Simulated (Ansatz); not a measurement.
Strength of the C–O bond: C2H2F4O → CHF2O + CHF2

Species: C2H2F4O (1,1′-oxybis[1,1-difluoromethane]) `FC(F)OC(F)F`, singlet; CHF2O `[O]C(F)F`, doublet; CHF2 (difluoromethyl radical) `F[CH]F`, doublet. 

Shapes, held fixed at every level: PBE0-D4/def2-TZVP. Flexible molecules stand in one conformer, not always the lowest. Programs: Ansatz 0.2.0. The zero-point and thermal change to 298 K, harmonic and unscaled (PBE0-D4/def2-TZVP), is -18.5 kJ/mol.

Question: Estimate ΔH(298 K) of this reaction.

Answer: The highest level, CCSD(T)/CBS estimate, gives ΔH(298 K) = +428.1 kJ/mol; the levels span +272.0 to +480.4. The column of differences is taken from that level and isn't an error. Hartree–Fock misses the correlation of the pair that is broken and comes out low. No measured value is set beside it here. Open shells run unrestricted unless RO is named. The CBS estimate extrapolates MP2 from def2-TZVPP and def2-QZVPP and adds CCSD(T) − MP2 in the triple-zeta set, cores frozen.

```
               level                    kind  ΔH(298 K) (kJ/mol)  less CCSD(T)/CBS estimate
       HF/def2-TZVPP            Hartree–Fock              +272.0                     -156.1
    SPW92/def2-TZVPP                     LDA              +480.4                      +52.3
r2SCAN-D4/def2-TZVPP                meta-GGA              +385.9                      -42.2
  wB97X-V/def2-TZVPP  range-separated hybrid              +412.0                      -16.1
        MP2/def2-SVP     perturbation theory              +442.5                      +14.4
    CCSD(T)/def2-SVP   coupled cluster or CI              +412.0                      -16.1
     CCSD/def2-TZVPP   coupled cluster or CI              +406.2                      -21.9
CCSD(T)/CBS estimate   coupled cluster or CI              +428.1                        0.0
```

Breaking this C–O bond costs +428.1 kJ/mol at the highest level, clearly more than is typical of a simple dialkyl ether. The likely reason is the fluorination of both carbons: in the ether, oxygen lone pairs donate into the C–F antibonding orbitals on either side, and the positively polarised carbons add ionic character to the C–O bonds. Cleavage removes part of this stabilisation, and the oxygen-centred radical has no π system over which to spread its spin.

Correlation strengthens the bond because the ether holds one more electron pair than the separated radicals, but its treatment matters. In the same small basis, MP2 lies well above CCSD(T), so its apparent closeness to the extrapolated value probably reflects an overestimated correlation contribution offset by basis-set incompleteness. LDA shows its familiar overbinding, whereas r2SCAN-D4 errs in the opposite direction. A strong C–O bond doesn't by itself establish thermal persistence, since molecular eliminations could bypass homolysis.
